Worked problem: average carrier densities in semi-insulating CdTe:Cl with a fluctuating potential

Statement

In compensated CdTe:Cl at T = 300 K, charged defects add an electron potential energy V(r) that shifts both band edges rigidly: Ec(r) = Ec + V(r), Ev(r) = Ev + V(r). V is Gaussian with zero mean and an illustrative standard deviation σ = 30 meV, and is taken as smooth over the electron thermal wavelength. Ec and Ev are the mean edges; deep levels pin the flat Fermi level at Ec − EF = 0.70 eV, chosen to give a resistivity in the range typical of detector material, roughly 10⁹ to 10¹⁰ Ω cm. The gap is 1.48 eV (compiled value, Skelton 2020). Typical inputs: density-of-states masses me* = 0.10 m0 and mh* = 0.60 m0, uniform mobilities μn = 1000 and μp = 80 cm²/(V s).

Find ⟨n⟩, ⟨p⟩, the carrier products, the validity margin and a resistivity bound.

Solution

1. Flat band (σ = 0). kT = 25.852 meV. The electron thermal wavelength is λ = h/√(2π me* kT) = 13.6 nm, so Nc = 2/λ³ = 7.94×10¹⁷ cm⁻³; likewise Nv = 1.17×10¹⁹ cm⁻³. With EF − Ev = 0.78 eV:
n0 = Nc exp(−27.08) = 1.38×10⁶ cm⁻³
p0 = Nv exp(−30.17) = 9.19×10⁵ cm⁻³
ni² = n0 p0 = 1.27×10¹² cm⁻⁶

2. Averaging. Because V is smooth, each region has an ordinary parabolic band, and n(r) = n0 exp(−V/kT). Completing the square,
−V/kT − V²/(2σ²) = −(V + σ²/kT)²/(2σ²) + σ²/[2(kT)²].
The shifted Gaussian integrates to one, leaving
⟨n⟩ = Nc exp{(EF − Ec)/kT + σ²/[2(kT)²]}.
Here σ/kT = 1.160, the extra exponent is 0.673 and the enhancement 1.96, so ⟨n⟩ = 2.7×10⁶ cm⁻³. The edge appears lowered by σ²/(2kT) = 17.4 meV, a statistical shift that grows on cooling.

3. Holes and products. p(r) = p0 exp(+V/kT). The Gaussian is symmetric, so the enhancement is the same and ⟨p⟩ = 1.8×10⁶ cm⁻³. V cancels in the local product: n(r)p(r) = ni² everywhere. The product of the averages is larger,
⟨n⟩⟨p⟩ = ni² exp[(σ/kT)²] = 3.84 ni² = 4.9×10¹² cm⁻⁶,
because electrons gather where V is low and holes where V is high. This mimics a gap narrowed by σ²/kT = 34.8 meV, although the local gap stays 1.48 eV.

4. Validity. Step 2 shows that the electrons occupy regions centred on V = −σ²/kT with spread σ. These must be nondegenerate, so Ec − EF − σ²/kT must exceed several σ and several kT. It equals 665 meV, or 22σ. Quantitatively, the Fermi function obeys 1/(exp(x) + 1) ≥ exp(−x) − exp(−2x) with x = (E − EF)/kT. Integrating over the parabolic band and averaging over V, the true density falls below the Boltzmann value by a fraction of at most
δ = 2^(−3/2) exp{(EF − Ec)/kT + 3σ²/[2(kT)²]} = 4.6×10⁻¹².
For poorly compensated material with Ec − EF = 0.10 eV and the same σ, δ = 5.6 %, against 0.7 % for σ = 0.

5. Resistivity. For the flat band, ρ0 = 1/[e(μn n0 + μp p0)] = 4.3×10⁹ Ω cm. Current must also cross depleted regions, so the effective conductivity cannot exceed the spatial mean e(μn⟨n⟩ + μp⟨p⟩), provided V is also smooth over a mean free path. The model's bound is ρ ≥ ρ0/1.96 = 2.2×10⁹ Ω cm; inserting ⟨n⟩ and ⟨p⟩ into the drift formula yields this lower limit and not the resistivity itself.